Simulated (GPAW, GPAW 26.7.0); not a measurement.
# ZrB₂ core levels with PBE: numerical settings matter less than the spin of the core hole

## What was measured

The measurements are X-ray photoemission binding energies collected in "Chemical Bonding in Epitaxial ZrB2 Studied by X-ray Spectroscopy" (2018, arXiv:1801.08663). An epitaxial film, cleaned by Ar⁺ sputtering and measured with Al K-alpha radiation, gave B 1s at 187.9 eV and Zr 3d5/2 at 178.9 eV, both from the Fermi level. For comparison with a calculation without spin-orbit splitting, the Zr line is moved to the weighted centre of its doublet, 179.86 eV, which puts B 1s 8.04 eV above it. The reference for B 1s is 188 eV, from an earlier study of a bulk single crystal. Its energy scale was either set by adventitious carbon or is not given with the value, and I take it as counted from the Fermi level. The separation of the two lines, both from one film, does not depend on the charge reference.

| compared with | measured | source's wording or label | method |
| --- | --- | --- | --- |
| Zr 3d (eV) | 179.86 | formed from the printed 178.9 eV (Zr 3d5/2 against Fermi level) | XPS, Al K-alpha |
| B 1s (eV) | 188 | B 1s | XPS * |
| B 1s (eV) | 187.9 | B 1s against Fermi level | XPS, Al K-alpha |
| B 1s - Zr 3d (eV) | 8.04 | formed from the printed 187.9 eV (B 1s against Fermi level; less 178.9 eV for Zr 3d5/2) | XPS, Al K-alpha |

Where a quantity has several values, deviations refer to the one marked *.

Conditions are those given with the value in the passage it was taken from; "not stated" means there, and the paper may say more elsewhere. The values are a selection: others may have been left out beforehand as unlike or outlying.

## Approach

I want the lightest numerical settings that hold the Zr 3d and B 1s binding energies of ZrB₂, and what each saving costs or gains in time. The level of theory is PBE with a spin-paired core hole. Each binding energy is the total energy of a cell with the hole, its electron kept in the valence, less that of the cell without it. ZrB₂ is a non-magnetic metal, so the added electron goes in at the Fermi level, from which the measured lines are counted. The atoms stay in the measured cell.

Against experiment, success means 0.3 eV for Zr 3d, for B 1s and for their separation. A separation of two lines from one paper is good to two or three tenths of an electronvolt, and a chemical shift worth interpreting is of the same size. For the numerical settings I ask for more: no single saving may move any of the three quantities by more than 0.1 eV, so that the settings do not decide the comparison.

I expect the absolute levels to be off by about an electronvolt, since semilocal functionals do no better as a rule and a spin-paired hole lacks the exchange energy of the unpaired core electron. That omission raises the binding energy, most of all for a 1s shell, so the separation will keep part of it. The order of work is cutoff, k-point mesh, smearing and distance between holes, then another treatment of spin or another functional for scale.

System: ZrB2; space group P6/mmm, 3 atoms in the base cell, measured (COD) cell.

On the selection of runs and values: Besides any runs that a report passes over, these were set aside when the results were gathered: 1 cell relaxed under the stress of an incomplete basis; 2 planned but not run to their end in the time given.

## 1. Cutoff at fixed mesh and cell

I begin with the plane-wave cutoff, at 350 eV and at 700 eV, in an 18-atom cell with the holes 5.5 Å apart and the same 6×8×8 mesh. Only the basis changes between the two runs. Much of its error should cancel between the cell with the hole and the cell without, so I expect the low cutoff to stay within 0.1 eV.

**Run 1.** GPAW 26.7.0: PBE, cutoff at 70 % of the usual; 18-atom cell, holes 5.5 A apart; electron kept in the cell (mesh 6x8x8, cutoff 350 eV, 18 atoms).

Key lines of the input:
```
atoms = Atoms(['Zr', 'Zr', 'Zr', 'Zr', 'Zr', 'Zr', 'B', 'B', 'B', 'B', 'B', 'B', 'B', 'B', 'B', 'B', 'B', 'B'],
              cell=[[0.0, 0.0, 7.066], [4.755, -2.745301, 0.0], [4.755, 2.745301, 0.0]],
              scaled_positions=[[0.0, 0.0, 0.0], [0.5, 0.0, 0.0], [0.0, 0.333333, 0.333333], [0.5, 0.333333, 0.333333], ...],
              pbc=(True, True, True))
params = dict(mode=PW(350),
              xc='PBE',
              kpts={'size': (6, 8, 8), 'gamma': True},
              occupations=FermiDirac(0.08),
              nbands=-13,
              maxiter=200,
              txt='gs.txt')
hole.calc = GPAW(**{**params, 'charge': -1, 'txt': f'hole{i}.txt', 'setups': {**params.get('setups', {}), i: 'hole' + params.get('setups', {}).get(atoms[i].symbol, '')}})
out['levels'][i] = hole.get_potential_energy(force_consistent=True) + hole.calc.get_reference_energy() - e0
```

Command:
```
gpaw-setup -f PBE Zr > setup.log
gpaw-setup -f PBE B > setup.log
gpaw-setup -f PBE --core-hole=1s,1.0 --name=hole B > setup.log
gpaw-setup -f PBE --core-hole=3d,1.0 --name=hole Zr > setup.log
OMP_NUM_THREADS=1 mpirun -n 4 gpaw python run.py > run.log
```

Selected lines of the output:
```
Converged in 13 steps
Free energy:    -142.018621
[energy with the hole less without, eV] Zr 1 3d: 178.631, B 7 1s: 193.816
```

Converged; 8.3 min on 4 cores of Arm Neoverse V2, shared host.

**Run 2.** GPAW 26.7.0: PBE, cutoff at 140 % of the usual; 18-atom cell, holes 5.5 A apart; electron kept in the cell (mesh 6x8x8, cutoff 700 eV, 18 atoms).

Key lines of the input, as changed from run 1:
```diff
- params = dict(mode=PW(350),
+ params = dict(mode=PW(700),
```

Command:
```
gpaw-setup -f PBE Zr > setup.log
gpaw-setup -f PBE B > setup.log
gpaw-setup -f PBE --core-hole=3d,1.0 --name=hole Zr > setup.log
gpaw-setup -f PBE --core-hole=1s,1.0 --name=hole B > setup.log
OMP_NUM_THREADS=1 mpirun -n 4 gpaw python run.py > run.log
```

Selected lines of the output:
```
Converged in 13 steps
Free energy:    -143.466023
[energy with the hole less without, eV] Zr 1 3d: 178.607, B 7 1s: 193.647
```

Converged; 48 min on 4 cores of Intel Xeon at 2.50GHz (Skylake/Cascade Lake), shared host.

| quantity | run 1 | run 2 | measured |
| --- | --- | --- | --- |
| Zr 3d (eV) | 178.63 | 178.61 | 179.86 |
| B 1s (eV) | 193.82 | 193.65 | 188 |
| B 1s - Zr 3d (eV) | 15.19 | 15.04 | 8.04 |
| volume an atom (Å³) | 10.25 | 10.25 |  |

Raising the cutoff from 350 to 700 eV lowers Zr 3d by 0.024 eV and B 1s by 0.169 eV. The total free energy of the cell without the hole moves by about 1.4 eV, so most of the basis error does cancel in the binding energies. For boron the cancellation is not good enough: the 350 eV cutoff exceeds my 0.1 eV tolerance for B 1s and for the separation, where I had expected it to pass.

The larger surprise is the level itself. At 700 eV, B 1s lies 5.65 eV above the reference, far more than the electronvolt or so I had allowed, while Zr 3d lies 1.25 eV below its measured value. A fault of the energy zero would move both lines the same way, and the cutoff effect is far too small. The sign and the shell point to the spin-paired hole: the one electron left in B 1s is treated as half up and half down and loses much of its exchange energy.

## 2. Two spins for the core hole

Before spending more time on meshes I test that explanation with a two-spin calculation, in which the hole sits in one spin channel of the core. The mesh and the cell stay the same, and the cutoff is 500 eV. B 1s should fall by several electronvolts. Zr 3d should fall much less, because its hole is one among ten electrons of a more extended shell; that would leave the zirconium line still too low.

**Run 3.** GPAW 26.7.0: PBE with two spins; 18-atom cell, holes 5.5 A apart; electron kept in the cell (mesh 6x8x8, cutoff 500 eV, 18 atoms).

Key lines of the input, as changed from run 1:
```diff
  atoms = Atoms(['Zr', 'Zr', 'Zr', 'Zr', 'Zr', 'Zr', 'B', 'B', 'B', 'B', 'B', 'B', 'B', 'B', 'B', 'B', 'B', 'B'],
-               pbc=(True, True, True))
- params = dict(mode=PW(350),
+               pbc=(True, True, True),
+               magmoms=[0.1, 0.1, 0.1, 0.1, 0.1, 0.1, 0.1, 0.1, 0.1, 0.1, 0.1, 0.1, 0.1, 0.1, 0.1, 0.1, 0.1, 0.1])
+ params = dict(mode=PW(500),
  params = dict(mode=PW(500),
-               txt='gs.txt')
+               txt='gs.txt',
+               mixer=MixerDif(0.05, 8, 80))
```

Selected lines of the output:
```
[energy with the hole less without, eV] Zr 1 3d: 178.078, B 7 1s: 187.740
```

Converged; 80 min on 4 cores of AMD EPYC (Zen 3), shared host.

| quantity | run 3 | measured | deviation |
| --- | --- | --- | --- |
| Zr 3d (eV) | 178.08 | 179.86 | −1.78 |
| B 1s (eV) | 187.74 | 188 | −0.26 |
| B 1s - Zr 3d (eV) | 9.66 | 8.04 | +1.62 |
| volume an atom (Å³) | 10.25 |  |  |

With the hole in one spin channel, B 1s comes to 187.74 eV, which is 5.91 eV below the spin-paired value at 700 eV. The cutoff differs between these two runs too, but its effect on B 1s was only 0.169 eV between 350 and 700 eV. The large boron error therefore came from the spin-paired treatment. The two-spin run also lets the valence polarise around the hole, but the size of the fall points to the exchange energy of the unpaired core electron. Zr 3d falls by just 0.53 eV and moves further from experiment, to 1.78 eV below it.

B 1s now passes narrowly against the reference, by a margin too thin to rank levels on and closer than a semilocal functional can be trusted to come for an absolute level. The separation is still 1.62 eV too large, all of it from the zirconium line, whose larger miss the slightly low boron line offsets a little. My plan put the treatment of spin at the end, as a matter of scale; for boron it decides the result.

## 3. Coarse and dense k-point meshes

I return to the numerical settings with the spin-paired hole, comparing a 4×4×4 with an 8×12×12 mesh at 500 eV in the same cell. The common error of the hole should largely drop out of the differences, though the test strictly counts only for the spin-paired level. The mesh acts through the Fermi level as well as the total energies. Since ZrB₂ has few states at the Fermi level, I expect the coarse mesh to shift both lines together and the separation to hold better than either of them.

**Run 4.** GPAW 26.7.0: PBE, another k-point mesh; 18-atom cell, holes 5.5 A apart; electron kept in the cell (mesh 4x4x4, cutoff 500 eV, 18 atoms).

Key lines of the input, as changed from run 1:
```diff
- params = dict(mode=PW(350),
+ params = dict(mode=PW(500),
  params = dict(mode=PW(500),
-               kpts={'size': (6, 8, 8), 'gamma': True},
+               kpts={'size': (4, 4, 4), 'gamma': True},
```

Selected lines of the output:
```
Fermi level: 11.821
[energy with the hole less without, eV] Zr 1 3d: 178.489, B 7 1s: 193.531
```

Converged; 3.6 min on 4 cores of Arm Neoverse V2, shared host.

**Run 5.** GPAW 26.7.0: PBE, another k-point mesh; 18-atom cell, holes 5.5 A apart; electron kept in the cell (mesh 8x12x12, cutoff 500 eV, 18 atoms).

Key lines of the input, as changed from run 4:
```diff
  params = dict(mode=PW(500),
-               kpts={'size': (4, 4, 4), 'gamma': True},
+               kpts={'size': (8, 12, 12), 'gamma': True},
```

Selected lines of the output:
```
Converged in 13 steps
Fermi level: 11.985
[energy with the hole less without, eV] Zr 1 3d: 178.596, B 7 1s: 193.636
```

Converged; 45 min on 4 cores of Arm Neoverse V1, shared host.

| quantity | run 4 | run 5 | measured |
| --- | --- | --- | --- |
| Zr 3d (eV) | 178.49 | 178.60 | 179.86 |
| B 1s (eV) | 193.53 | 193.64 | 188 |
| B 1s - Zr 3d (eV) | 15.04 | 15.04 | 8.04 |
| volume an atom (Å³) | 10.25 | 10.25 |  |

The 4×4×4 mesh lowers Zr 3d by 0.107 eV and B 1s by 0.105 eV against the 8×12×12 mesh, so it narrowly misses my 0.1 eV tolerance for both absolute levels. The separation changes by only 0.002 eV. The two lines move together, and for a comparison of the elements alone the coarse mesh is enough.

The dense mesh at 500 eV also agrees with the earlier 6×8×8 mesh at 700 eV to 0.011 eV for each line. Mesh and cutoff both differ there, so small effects could cancel in the absolute levels, but nothing suggests that the 6×8×8 mesh or the 500 eV cutoff is too low for my tolerance.

## 4. Holes closer together

The largest saving would be to drop the supercell. In the 3-atom cell the holes are only 3.2 Å apart, and every formula unit carries a hole and an extra valence electron. I keep PBE, the spin-paired hole and 500 eV, with a 12×12×10 mesh for the smaller cell. I expect this to break the tolerance clearly, since the added electron now fills a sizeable part of the band above the Fermi level and the holes act on each other.

**Run 6.** GPAW 26.7.0: PBE; 3-atom cell, holes 3.2 A apart; electron kept in the cell (mesh 12x12x10, cutoff 500 eV, 3 atoms).

Key lines of the input:
```
atoms = Atoms(['Zr', 'B', 'B'],
              cell=[[3.17, 0.0, 0.0], [-1.585, 2.745301, 0.0], [0.0, 0.0, 3.533]],
              scaled_positions=[[0.0, 0.0, 0.0], [0.666667, 0.333333, 0.5], [0.333333, 0.666667, 0.5]],
              pbc=(True, True, True))
params = dict(mode=PW(500),
              xc='PBE',
              kpts={'size': (12, 12, 10), 'gamma': True},
              occupations=FermiDirac(0.08),
              nbands=-8,
              maxiter=200,
              txt='gs.txt')
hole.calc = GPAW(**{**params, 'charge': -1, 'txt': f'hole{i}.txt', 'setups': {**params.get('setups', {}), i: 'hole' + params.get('setups', {}).get(atoms[i].symbol, '')}})
out['levels'][i] = hole.get_potential_energy(force_consistent=True) + hole.calc.get_reference_energy() - e0
```

Selected lines of the output:
```
[energy with the hole less without, eV] Zr 1 3d: 178.802, B 2 1s: 193.954
```

Converged; 95 s, same machine.

| quantity | run 6 | measured | deviation |
| --- | --- | --- | --- |
| Zr 3d (eV) | 178.80 | 179.86 | −1.06 |
| B 1s (eV) | 193.95 | 188 | +5.95 |
| B 1s - Zr 3d (eV) | 15.15 | 8.04 | +7.11 |
| volume an atom (Å³) | 10.25 |  |  |

Against the 18-atom cell with its dense mesh, the 3-atom cell raises Zr 3d by 0.206 eV and B 1s by 0.318 eV. Both exceed the 0.1 eV tolerance, as does the separation, though only narrowly, at about 0.11 eV. The run takes 95 s instead of 45 min on the same kind of processor, which makes the small cell useful for comparing levels of theory but not for final binding energies.

The comparison shows that 3.2 Å between holes is too close. It does not show that 5.5 Å is far enough, and the remaining error of the 18-atom cell stays open.

## 5. A wider Fermi-Dirac smearing

Smearing is the last numerical setting in the plan. I widen it from 0.08 to 0.2 eV in the 18-atom cell, with the 6×8×8 mesh and 500 eV. The binding energies are differences of free energies, so the entropy term enters along with the Fermi level. With few states there I expect changes of a few hundredths of an electronvolt, and little gain in time.

**Run 7.** GPAW 26.7.0: PBE, Fermi-Dirac width 0.2 eV; 18-atom cell, holes 5.5 A apart; electron kept in the cell (mesh 6x8x8, cutoff 500 eV, 18 atoms).

Key lines of the input, as changed from run 1:
```diff
- params = dict(mode=PW(350),
+ params = dict(mode=PW(500),
  params = dict(mode=PW(500),
-               occupations=FermiDirac(0.08),
+               occupations=FermiDirac(0.2),
```

Selected lines of the output:
```
Converged in 13 steps
[energy with the hole less without, eV] Zr 1 3d: 178.534, B 7 1s: 193.574
```

Converged; 17 min, same machine.

| quantity | run 7 | measured | deviation |
| --- | --- | --- | --- |
| Zr 3d (eV) | 178.53 | 179.86 | −1.33 |
| B 1s (eV) | 193.57 | 188 | +5.57 |
| B 1s - Zr 3d (eV) | 15.04 | 8.04 | +7.00 |
| volume an atom (Å³) | 10.25 |  |  |

With the wider smearing both lines lie 0.062 eV below their values on the dense mesh at the same cutoff, and 0.073 eV below those on the same mesh at 700 eV. Either way the change stays inside my 0.1 eV tolerance, and the separation holds at 15.04 eV. The wider smearing brings no visible saving in effort: the ground state again takes 13 steps.

## 6. Two other functionals for scale

To set these numerical errors against the choice of functional, I run RPBE in the 18-atom cell and LDA in the 3-atom cell, each to be compared with PBE in the same cell. The hole stays spin-paired, so these runs measure shifts between functionals and cannot repair the boron level. I expect LDA to place B 1s lower than PBE by more than an electronvolt, because it gives too little exchange energy to a compact 1s shell, and RPBE to move it the other way by less.

**Run 8.** GPAW 26.7.0: RPBE; 18-atom cell, holes 5.5 A apart; electron kept in the cell (mesh 6x8x8, cutoff 500 eV, 18 atoms).

Key lines of the input, as changed from run 1:
```diff
- params = dict(mode=PW(350),
-               xc='PBE',
+ params = dict(mode=PW(500),
+               xc='RPBE',
```

Selected lines of the output:
```
[energy with the hole less without, eV] Zr 1 3d: 178.606, B 7 1s: 194.085
```

Converged; 17 min, same machine.

**Run 9.** GPAW 26.7.0: LDA; 3-atom cell, holes 3.2 A apart; electron kept in the cell (mesh 12x12x10, cutoff 500 eV, 3 atoms).

Key lines of the input, as changed from run 6:
```diff
  params = dict(mode=PW(500),
-               xc='PBE',
+               xc='LDA',
```

Selected lines of the output:
```
[energy with the hole less without, eV] Zr 1 3d: 178.865, B 2 1s: 191.379
```

Converged; 91 s, same machine.

| quantity | run 8 | run 9 | measured |
| --- | --- | --- | --- |
| Zr 3d (eV) | 178.61 | 178.87 | 179.86 |
| B 1s (eV) | 194.09 | 191.38 | 188 |
| B 1s - Zr 3d (eV) | 15.48 | 12.51 | 8.04 |
| volume an atom (Å³) | 10.25 | 10.25 |  |

RPBE puts B 1s 0.449 eV above the PBE value on the dense mesh, and LDA puts it 2.575 eV below PBE in the same 3-atom cell. Both shifts have the expected sign, and both exceed every numerical change I found for boron. They belong to the spin-paired hole: the exchange energy it leaves out itself depends on the functional, so I do not carry them over to the two-spin result.

Zr 3d hardly responds, with 0.010 eV for RPBE and 0.063 eV for LDA. Changing among these functionals therefore does not remove the zirconium error, and both runs still leave that line roughly 1 eV or more too low. The separation falls to 12.51 eV with LDA, which is closer to the measured 8.04 eV but still far outside the target.

## All runs against the measurement

| run | settings | Zr 3d (eV) | B 1s (eV) | B 1s - Zr 3d (eV) | mean abs. dev. of these columns (%) | cost |
| --- | --- | --- | --- | --- | --- | --- |
| 1 | PBE, cutoff at 70 % of the usual, 18-atom cell, holes 5.5 A apart, electron kept in the cell (mesh 6x8x8, cutoff 350 eV, 18 atoms) | 178.63 | 193.82 | 15.19 | 30.9 | 33 core-min |
| 2 | PBE, cutoff at 140 % of the usual, 18-atom cell, holes 5.5 A apart, electron kept in the cell (mesh 6x8x8, cutoff 700 eV, 18 atoms) | 178.61 | 193.65 | 15.04 | 30.3 | 3.2 core-h |
| 3 | PBE with two spins, 18-atom cell, holes 5.5 A apart, electron kept in the cell (mesh 6x8x8, cutoff 500 eV, 18 atoms) | 178.08 | 187.74 | 9.66 | 7.1 | 5.4 core-h |
| 4 | PBE, another k-point mesh, 18-atom cell, holes 5.5 A apart, electron kept in the cell (mesh 4x4x4, cutoff 500 eV, 18 atoms) | 178.49 | 193.53 | 15.04 | 30.3 | 14 core-min |
| 5 | PBE, another k-point mesh, 18-atom cell, holes 5.5 A apart, electron kept in the cell (mesh 8x12x12, cutoff 500 eV, 18 atoms) | 178.60 | 193.64 | 15.04 | 30.3 | 3 core-h |
| 6 | PBE, 3-atom cell, holes 3.2 A apart, electron kept in the cell (mesh 12x12x10, cutoff 500 eV, 3 atoms) | 178.80 | 193.95 | 15.15 | 30.7 | 6.3 core-min |
| 7 | PBE, Fermi-Dirac width 0.2 eV, 18-atom cell, holes 5.5 A apart, electron kept in the cell (mesh 6x8x8, cutoff 500 eV, 18 atoms) | 178.53 | 193.57 | 15.04 | 30.3 | 70 core-min |
| 8 | RPBE, 18-atom cell, holes 5.5 A apart, electron kept in the cell (mesh 6x8x8, cutoff 500 eV, 18 atoms) | 178.61 | 194.09 | 15.48 | 32.2 | 69 core-min |
| 9 | LDA, 3-atom cell, holes 3.2 A apart, electron kept in the cell (mesh 12x12x10, cutoff 500 eV, 3 atoms) | 178.87 | 191.38 | 12.51 | 19.3 | 6.1 core-min |
|  | measured | 179.86 | 188 | 8.04 |  |  |

## Conclusion

PBE with a spin-paired core hole, the level I chose at the start, misses the 0.3 eV target for all three quantities. On the dense mesh Zr 3d is about 1.3 eV too low, B 1s 5.64 eV too high and the separation 7.00 eV too large.

Placing the hole in one spin channel, at 5.4 core-hours, brings B 1s to 0.26 eV below the reference. This is a narrow pass, and closer than a semilocal functional can be relied on to come. Zr 3d is then 1.78 eV too low and the separation 1.62 eV too large, so both still miss.

Of the settings tested in the 18-atom cell, the lightest that stayed within my 0.1 eV numerical tolerance were 500 eV, a 6×8×8 mesh and a smearing of 0.2 eV, at 70 core-minutes. The 4×4×4 mesh, at 14 core-minutes on another processor, so that the times compare only roughly, is enough for the separation but just fails for the absolute levels. The 350 eV cutoff fails for boron, and the 3-atom cell fails for all three quantities. The wider smearing was harmless but brought no visible saving.

The two-spin run mattered most and should have come first. The numerical tests were made with the spin-paired hole, so their tolerances are not established for the two-spin level. Whether 5.5 Å between holes is far enough also remains open.

The missing exchange energy of the unpaired electron explains most of the boron error. The zirconium line stays too low with every functional and setting here. I suspect the semilocal description of the deep 3d shell, with a possible contribution from comparing a scalar-relativistic level with the centre of a measured doublet; how much each contributes is not shown in this report. An all-electron calculation with a relaxed core, spin-orbit coupling and the hole in one spin channel would be the natural next test, since it gives the 3d5/2 line directly and lets the core relax in the solid; an error of the semilocal functional itself would remain.

[Logs are printed without paths, hosts, clocks, repeated set-up lines and the standing remarks that a program may print on its own settings, such as how far it seeks lower states.]

[The runs shown are a pick from a larger set of finished runs; failed, doubtful and other runs were left out of it ahead of writing. So were measured values far from every level or from commonly accepted values, and agreement can look better than it is. Lines of input and output are excerpts and may be shortened.]
